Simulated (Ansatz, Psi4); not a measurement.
How methods differ on C2H6FIn (SMILES C[CH](F)[InH2])

C2H6FIn: 10 atoms, total charge 0, spin state singlet. SMILES: `C[CH](F)[InH2]`. The shape is that of a PBE0-D4/def2-TZVP optimisation.

```xyz
10

C    -0.1408    1.2536   -0.5752
C     0.6338    0.1800    0.1372
F     0.8702    0.5971    1.4678
In   -0.3852   -1.7455    0.4238
H     0.3913    2.2105   -0.5415
H    -1.1319    1.3976   -0.1391
H    -0.2719    0.9793   -1.6266
H     1.6212    0.0551   -0.3158
H    -2.0799   -1.6962    0.7627
H     0.4931   -3.2315    0.4066
```

Each level gives the electronic atomisation energy (eV). The values are calculated. Electronic energies at fixed atoms, without zero-point motion or spin-orbit coupling.

```
                             level                    kind  program  value (eV)  less CCSD(T)/def2-SVP  CPU time (all runs)
  revPBE/def2-SVP (core potential)                     GGA   Ansatz       32.73                  +0.92                 10 s
 r2SCAN0/def2-SVP (core potential)         hybrid meta-GGA   Ansatz       33.08                  +1.27                 20 s
 wB97M-V/def2-SVP (core potential)  range-separated hybrid   Ansatz       33.97                  +2.16                2 min
PBE-QIDH/def2-SVP (core potential)           double hybrid   Ansatz       32.97                  +1.16                 15 s
 RPA@PBE/def2-SVP (core potential)                     RPA   Ansatz       30.58                  -1.23                 25 s
RPA@PBE0/def2-SVP (core potential)                     RPA   Ansatz       31.12                  -0.69                 21 s
 CCSD(T)/def2-SVP (core potential)   coupled cluster or CI   Ansatz       31.81                   0.00                 48 s
    CCSD/def2-SVP (core potential)   coupled cluster or CI     Psi4       31.52                  -0.29              1.7 min
```

Differences are taken from CCSD(T)/def2-SVP (core potential) for orientation; it has basis-set and higher-order errors of its own. Correlated wave functions underbind in double-zeta sets. The values span 30.58 to 33.97 eV. In the correlated wave-function rows the outer d shell of In is correlated, in sets not made for it. Times are those of the runs behind each value, whatever else they computed, on shared processors of several kinds: orders of magnitude only.

All four density-functional and double-hybrid values lie above CCSD(T), and both RPA values lie below it. Forming the C-H, C-C, C-F and In-ligand bonds creates new electron pairs, whose short-range correlation needs high angular momentum functions when it is built from virtual orbitals. Semilocal correlation takes it largely from the density instead, so the positive differences probably reflect missing correlation in the reference more than true overbinding. This doesn't explain the order among the functionals, where wB97M-V stands apart at 33.97 eV.

RPA shares the slow basis convergence and also lacks exchange-type correlation beyond the ring terms, in keeping with its familiar underbinding. Its rise from 30.58 to 31.12 eV on going from PBE to PBE0 orbitals shows a clear dependence on the starting point. Connected triples add only 0.29 eV to the binding, as expected for a saturated, σ-bonded molecule without strong static correlation. Because the total sums over every bond, it doesn't show how well any method describes the In-C bond itself.
